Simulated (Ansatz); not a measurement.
A series in volume per atom on Ba

All results are calculated (Ansatz 0.2.0). Periodic Kohn-Sham DFT of a crystal at fixed atoms; pressure and stress are positive in compression; the energy is the free energy less that of spherical unpolarised free atoms; site moments are those in the method's own spheres, positive along +z.

Cell of the first row (space group Im-3m, No. 229):
```
CELL_PARAMETERS angstrom
-2.44900 2.44900 2.44900
2.44900 -2.44900 2.44900
2.44900 2.44900 -2.44900
ATOMIC_POSITIONS crystal
Ba 0.00000 0.00000 0.00000
```

Settings of every row: method frozen-core PAW; functional PBEsol; relativity scalar; k mesh 10x10x10; filling fermi-dirac; smearing width 0.05 eV; wave cutoff 420 eV; paw set soft_2.

Atom start moment: 0 on all atoms.

Limits: PAW files made with PBE; no spin-orbit coupling on heavy atoms.

| row | volume per atom (Å³) | pressure (GPa) |
| --- | --- | --- |
| 1 | 58.75 | -0.088 |
| 2 | 60 | -0.274 |
| 3 | 61.25 | -0.444 |
| 4 | 61.875 | -0.524 |
| 5 | 62.5 | -0.601 |
| 6 | 63.125 | -0.675 |
| 7 | 63.75 | -0.745 |
| 8 | 65 | ? |
| 9 | 66.25 | -0.999 |

Question: what pressure should row 8 give?

Worked fit of pressure. Take u = (V_r/V)^(2/3) − 1 with V_r = 62.188 Å³ an atom, which is twice the finite (Eulerian) strain; such expansions in the strain, on which the Birch-Murnaghan equation of state is built, carry the rest volume and the bulk modulus. The shown rows have u = 0.03864, 0.02417, 0.01018, 0.00337, -0.00333, -0.00992, -0.0164, -0.0413. Least squares give pressure = −0.5631 + 11.453 × u + 21.75 × u² GPa; a straight line predicts inner rows, each left out in turn, worse (root mean square 0.01 against 0.00037 GPa). All shown rows lie on it to the printed digit. The withheld row has u = -0.02905, so the fit gives −0.5631 + 11.453 × (-0.02905) + 21.75 × (-0.02905)² = -0.877 GPa.

The calculation gave -0.878 GPa. The fit lies 0.001 GPa (0.11 % of the column's range) above it, one unit of the last digit.
